## Limits and scaling of the free-particle kernel

### The kernel and its phase

For $H=\mathbf p^2/2m$ the kernel $K_0=\langle \mathbf r_2|e^{-iHt/\hbar}|\mathbf r_1\rangle$ is diagonal in momentum, $K_0(\mathbf p,\mathbf p';t)=\delta(\mathbf p-\mathbf p')\,e^{-ip^2t/2m\hbar}$. With $\langle\mathbf r|\mathbf p\rangle=(2\pi\hbar)^{-d/2}e^{i\mathbf p\cdot\mathbf r/\hbar}$, $\mathbf p=\hbar\mathbf k$ and $\mathbf r=\mathbf r_2-\mathbf r_1$, the transform factorises into $d$ Gaussian integrals,

$$\int\frac{dk}{2\pi}\,e^{ikx-ak^2}=\frac{e^{-x^2/4a}}{\sqrt{4\pi a}},\qquad a=\frac{i\hbar t}{2m}+\eta .$$

The regulator $\eta\to0^+$ keeps $\mathrm{Re}\,a>0$ and selects the principal root, so each axis contributes a phase $e^{-i\pi/4}$ for $t>0$. The product is

$$K_0(\mathbf r,t)=\left(\frac{m}{2\pi i\hbar t}\right)^{d/2}e^{\,imr^2/2\hbar t},\qquad i^{-d/2}=e^{-i\pi d/4}\quad(t>0),$$

and $K_0(\mathbf r,-t)=K_0(\mathbf r,t)^*$. For $H=\tfrac12\mathbf p\cdot M^{-1}\mathbf p$ with $M$ symmetric and positive definite, the same integral along the principal axes gives $m^{d/2}\to\sqrt{\det M}$ and $mr^2\to\mathbf r\cdot M\mathbf r$.

The numbers below refer to a model of the Shockley surface state of Cu(111): $d=2$, $m=0.4\,m_e$, energies counted from the band bottom, and the Fermi level at $E_F=0.44$ eV, a typical value taken as input. Any other zero of energy multiplies $K_0$ by a position-independent phase. All results are those of this model.

### Dimensional analysis

The only constant in the Schrödinger equation $\partial_t\psi=(i\hbar/2m)\nabla^2\psi$ is $\hbar/m$, with the dimension of a diffusion constant. A time therefore defines one length, $\ell=\sqrt{\hbar t/m}$, and since $K_0\,d^dr$ is dimensionless, $K_0=\ell^{-d}f(r/\ell)$. With the Fresnel radius $r_F=\sqrt{2\pi}\,\ell$,

$$K_0=r_F^{-d}\,e^{-i\pi d/4}\,e^{i\xi},\qquad \xi=\frac{mr^2}{2\hbar t}=\frac{\pi r^2}{r_F^2}.$$

Here $\xi$ is the classical action of the straight path in units of $\hbar$. The modulus does not depend on $r$: a point source contains all momenta with equal weight.

In the model $\hbar/m=0.2894$ nm$^2$/fs and $\hbar^2/2m=95.25$ meV nm$^2$, with $\hbar=0.6582$ eV fs. The Fermi level supplies a second set of scales: $k_F=2.149$ nm$^{-1}$, $\lambda_F=2\pi/k_F=2.92$ nm and $v_F=\hbar k_F/m=0.622$ nm/fs. On the ray $r=v_Ft$ the phase is $\xi=E_Ft/\hbar$.

| $t$ (fs) | $\ell$ (nm) | $r_F$ (nm) | $\lvert K_0\rvert$ (nm$^{-2}$) | $v_Ft$ (nm) | $E_Ft/\hbar$ |
|---|---|---|---|---|---|
| 1 | 0.538 | 1.35 | 0.550 | 0.622 | 0.668 |
| 10 | 1.70 | 4.26 | 0.0550 | 6.22 | 6.68 |
| 100 | 5.38 | 13.5 | 0.00550 | 62.2 | 66.8 |

### Small and large action

For $\xi\ll1$, reached at small $r$, long $t$ or small $m$, the kernel is flat, $K_0=r_F^{-d}e^{-i\pi d/4}(1+i\xi-\xi^2/2+\dots)$. For $\xi\gg1$ it is locally a plane wave with wave vector $\nabla\xi=m\mathbf r/\hbar t$, frequency $-\partial_t\xi=mr^2/2\hbar t^2$ and wavelength $r_F^2/r$: the particle seen at $\mathbf r$ at time $t$ has the classical velocity $\mathbf r/t$. The crossover is the first sign change, $\xi=\pi$ at $r=r_F$.

In two dimensions $d^2r=r_F^2\,d\xi$ after the angular integration, so the zones $n\pi<\xi<(n+1)\pi$ have equal area. With a convergence factor, $\int K_0\,d^2r=-i\int_0^\infty e^{i\xi}d\xi=1$. The prefactor $-i$ is what makes this integral real and positive. The first zone alone gives $-i\int_0^\pi e^{i\xi}d\xi=2$, and the alternating outer zones remove half of it.

Ballistic motion grows as $t$ and the Fresnel radius as $t^{1/2}$. They cross at $t=\pi\hbar/E_F=4.70$ fs, where both equal $\lambda_F$. Beyond this time a Fermi electron has a direction of travel, fixed within an angle of order $r_F/v_Ft$.

### Short and long times for a state of size $\sigma$

A limit in $t$ alone needs a second length. At short times $K_0\to\delta(\mathbf r)$ as a distribution, with $\psi(t)=\psi_0+(i\hbar t/2m)\nabla^2\psi_0+O(t^2)$. At long times, expand $|\mathbf r-\mathbf r'|^2$ in the exponent and set $\mathbf q=m\mathbf r/\hbar t$. The cross term gives the Fourier transform $\phi(\mathbf q)=(2\pi)^{-d/2}\int e^{-i\mathbf q\cdot\mathbf r'}\psi_0\,d^dr'$, and the remaining factor $e^{imr'^2/2\hbar t}$ is expanded with $r'^2\to-\nabla_q^2$:

$$\psi(\mathbf r,t)=\left(\frac{m}{i\hbar t}\right)^{d/2}e^{i\xi}\left[\phi(\mathbf q)-\frac{im}{2\hbar t}\nabla_q^2\phi(\mathbf q)+\dots\right].$$

The far field maps the momentum distribution onto position. A Gaussian at rest, $\psi_0=(2\pi\sigma^2)^{-d/4}e^{-r^2/4\sigma^2}$, joins the two limits exactly:

$$\psi=(2\pi\sigma^2)^{-d/4}(1+is)^{-d/2}\exp\!\left[-\frac{r^2}{4\sigma^2(1+is)}\right],\qquad s=\frac{t}{t_\sigma},\quad t_\sigma=\frac{2m\sigma^2}{\hbar}.$$

The root-mean-square width per axis is $\sigma\sqrt{1+s^2}$, which is $\sigma(1+s^2/2)$ for $s\ll1$ and $\sigma s(1+1/2s^2)$ for $s\gg1$. The phase at the centre is $-(d/2)\arctan s$. It starts as $-ds/2$ and ends as $-\pi d/4+d/2s$. The prefactor phase of $K_0$ is thus the Gouy phase, accumulated while the packet passes through $s\approx1$.

For $\sigma=1$ nm, $t_\sigma=6.91$ fs. After 33 fs, $s=4.78$, the width is 4.88 nm, 2.2 per cent above the far-field value $\sigma s$, and the phase is $-1.36$ rad. For $\sigma=5$ nm, $t_\sigma=173$ fs and the packet widens by only 1.8 per cent in the same time.

### Dimension, and the kernel at fixed energy

The return amplitude $K_0(0,t)\propto t^{-d/2}$ equals $\int\rho(E)e^{-iEt/\hbar}dE$, which fixes the density of states per spin and unit volume,

$$\rho(E)=\left(\frac{m}{2\pi\hbar^2}\right)^{d/2}\frac{E^{d/2-1}}{\Gamma(d/2)}\quad(E>0).$$

In $d=2$ it is a step of height $m/2\pi\hbar^2=0.835$ eV$^{-1}$ nm$^{-2}$. The integral $\int t^{-d/2}dt$ converges at long times only for $d>2$ and at short times only for $d<2$. Two dimensions is marginal at both ends, and logarithms result. The retarded Green function $G(r,E)=(i\hbar)^{-1}\int_0^\infty K_0e^{iEt/\hbar}dt$ shows this. With $E=\hbar^2k^2/2m$ and $t=(mr/\hbar k)e^{w}$, the total phase becomes $kr\cosh w$, and

$$G=-\frac{m}{2\pi\hbar^2}\int_{-\infty}^{\infty}e^{ikr\cosh w}dw=-\frac{im}{2\hbar^2}H_0^{(1)}(kr).$$

For $kr\ll1$ the integrand is close to 1 over the window $mr^2/2\hbar\ll t\ll\hbar/E$, and $H_0^{(1)}\approx1+(2i/\pi)[\ln(kr/2)+\gamma]$ with $\gamma$ the Euler constant; corrections are of relative order $(kr)^2$. For $kr\gg1$ the stationary point $w=0$, the classical flight time $t=mr/\hbar k$, dominates:

$$H_0^{(1)}(kr)\approx\sqrt{\frac{2}{\pi kr}}\;e^{i(kr-\pi/4)}\left(1-\frac{i}{8kr}\right).$$

The leading phase of $G$ beyond $kr$ is $-3\pi/4$: $-\pi/2$ from $1/i\hbar$, $-\pi/2$ from the prefactor of $K_0$, and $+\pi/4$ from the stationary point in time. At $kr=0.5$ the logarithmic form overestimates $|H_0^{(1)}|$ by 8.3 per cent and the leading far form $\sqrt{2/\pi kr}$ by 8.7 per cent, so this is the crossover. At $kr=1$ the far form is already within 3.6 per cent. At the Fermi level $kr=0.5$ means $r=0.23$ nm, less than the nearest-neighbour distance of about 0.256 nm, so the far form is the better one wherever a continuum description applies. At $r=2$ nm the logarithmic regime lies below $E=6.0$ meV, which is less than the level broadening estimated below.

### Imaginary time

Setting $t=-i\hbar\beta$ with $\beta=1/k_BT$ removes the prefactor phase and gives the Boltzmann operator,

$$\langle\mathbf r|e^{-\beta H}|0\rangle=\Lambda^{-d}e^{-\pi r^2/\Lambda^2},\qquad\Lambda=\sqrt{2\pi\hbar^2/mk_BT},$$

so $\Lambda$ is the Fresnel radius at time $\hbar\beta$. At 300 K, $\hbar\beta=25.5$ fs and $\Lambda=6.80$ nm; at 5 K, 1.53 ps and 52.7 nm. This is the density matrix of a nondegenerate gas. The surface band has $E_F/k_BT=17$ at 300 K and is degenerate. Its density matrix per spin at $T=0$ is the projector on $k<k_F$, $n_0(r;E_F)=k_FJ_1(k_Fr)/2\pi r$, related to the kernel by $\langle\mathbf r|e^{-\beta H}|0\rangle=\beta\int_0^\infty e^{-\beta E}n_0(r;E)\,dE$. At finite $T$, $n_0$ is averaged over energy with $-\partial f/\partial E$, $f$ being the Fermi function. For $k_Fr\gg1$ the oscillation has phase $k(E)r\approx k_Fr+(E-E_F)r/\hbar v_F$ up to a constant, and the average multiplies it by $X/\sinh X$ with $X=r/L_T$ and $L_T=\hbar v_F/\pi k_BT$. The factor is $1-X^2/6$ for small $X$ and $2Xe^{-X}$ for large $X$. The model gives $L_T=5.04$ nm at 300 K and 302 nm at 5 K. The decay length scales as $1/T$, not as $T^{-1/2}$ like $\Lambda$.

### Mass anisotropy

For $M=m\,\mathrm{diag}(1+\delta,1-\delta)$ the amplitude changes at second order, by $\sqrt{1-\delta^2}$, and the phase at first order, $\xi\to\xi(1+\delta\cos2\theta)$, with $\theta$ the angle from the heavy axis. At fixed energy the stationary phase is $\sqrt{2E\,\mathbf r\cdot M\mathbf r}/\hbar=kr\sqrt{1+\delta\cos2\theta}$, so along a principal axis the shift reaches one radian at $r\approx2/k\delta$, which is 93 nm at $k_F$ for an illustrative $\delta=0.01$. On ideal Cu(111) $\delta=0$: averaging a symmetric $2\times2$ tensor over threefold rotations gives a multiple of the unit matrix, and an invariant tensor equals its average. If one principal mass tends to infinity, its factor tends to a delta function and the kernel of dimension $d-1$ remains. If $M$ has $n_+$ positive and $n_-$ negative eigenvalues, the prefactor carries $\sqrt{|\det M|}\,e^{-i\pi(n_+-n_-)/4}$. At a two-dimensional saddle $K_0(0,t)=\sqrt{|\det M|}/2\pi\hbar|t|$ is real and even in $t$. Its Fourier transform, cut off at a short time $t_c$, is $\rho\approx(\sqrt{|\det M|}/2\pi^2\hbar^2)\ln(\hbar/|E|t_c)$. The phase alone turns the step into the logarithmic van Hove singularity.

### Where the free kernel stops

*Short times.* The length $\ell$ falls to the nearest-neighbour distance at 0.23 fs. A band with $E(1+\alpha E)=\varepsilon\equiv\hbar^2k^2/2m$ has $E\approx\varepsilon-\alpha\varepsilon^2$, which inserts $1+i\alpha\varepsilon^2t/\hbar$ into the momentum integral. Since $\varepsilon$ acts on $K_0$ as $i\hbar\partial_t$, and $\partial_t^2K_0/K_0=(2+4i\xi-\xi^2)/t^2$ in $d=2$,

$$\frac{\delta K}{K_0}=-\frac{i\alpha\hbar}{t}\left(2+4i\xi-\xi^2\right).$$

With an illustrative $\alpha=0.1$ eV$^{-1}$, which is not a parameter of copper, the correction at the origin has size $2\alpha\hbar/t=0.13$ at 1 fs. For $\xi\gg1$ it is the phase $\alpha\varepsilon^2t/\hbar$ with $\varepsilon=mr^2/2t^2$, and this grows along a ray: at $\varepsilon=E_F$ it reaches one radian after 34 fs, or 21 nm. At fixed energy it is the shift $\delta k/k=\alpha E/2$, 2.2 per cent at $E_F$, and it is absorbed at that energy if $m$ is defined from $E_F$ and $k_F$.

*Spin.* A Rashba term $\alpha_R(\boldsymbol\sigma\times\mathbf k)_z$, with $\boldsymbol\sigma$ the Pauli matrices, moves the two spin branches to about $k\mp k_R$, $k_R=m\alpha_R/\hbar^2$. For an approximate $\alpha_R=0.004$ eV nm, $k_R=0.021$ nm$^{-1}$, and the relative phase $2k_Rr$ is one radian at 24 nm.

*Long times.* A level width $\Gamma=\hbar/\tau$, entered as a constant potential $-i\Gamma/2$, multiplies $K_0$ by $e^{-t/2\tau}$. The standard golden-rule electron-phonon width at $E_F$ is $\Gamma=4\pi\int\alpha^2F(\omega)\,d(\hbar\omega)/\sinh(\hbar\omega/k_BT)$, where $\alpha^2F$ is the phonon coupling spectrum. A Debye form $\alpha^2F=\lambda(\omega/\omega_D)^2$ with $\hbar\omega_D=k_B\Theta$ gives

$$\Gamma=4\pi\lambda k_BT\left(\frac{T}{\Theta}\right)^2\int_0^{\Theta/T}\frac{x^2dx}{\sinh x},$$

which is $2\pi\lambda k_BT[1-(\Theta/T)^2/12]$ at high $T$ and falls as $T^3$ at low $T$. Take a typical $\lambda=0.14$ and, as a stand-in for the surface spectrum, the compiled bulk value $\Theta=343$ K (Wikipedia). At 300 K the limit $2\pi\lambda k_BT$ is 23 meV, the bracket is 0.89, and the full integral gives 20 meV. With $\Gamma=20$ meV, $\tau=33$ fs and the probability decays over $\hbar v_F/\Gamma=20$ nm, or 7.0 Fermi wavelengths; the amplitude decays over twice that distance.

For a Fermi electron of the model at 300 K, the free kernel holds from a few tenths of a femtosecond, becomes ray-like after 4.70 fs, and is cut off near 33 fs, where damping, spin precession and the illustrative nonparabolic phase are all of order one, at distances of 20 to 24 nm. The mass and $E_F$ were chosen to represent the typical dispersion of this band, so the scales built on them are representative. The width is the weakest input. It omits electron-electron and defect scattering, and typical room-temperature linewidths of the Cu(111) state near the band bottom are roughly twice the model's 20 meV or more, so for such states the model overestimates the lifetime by about that factor.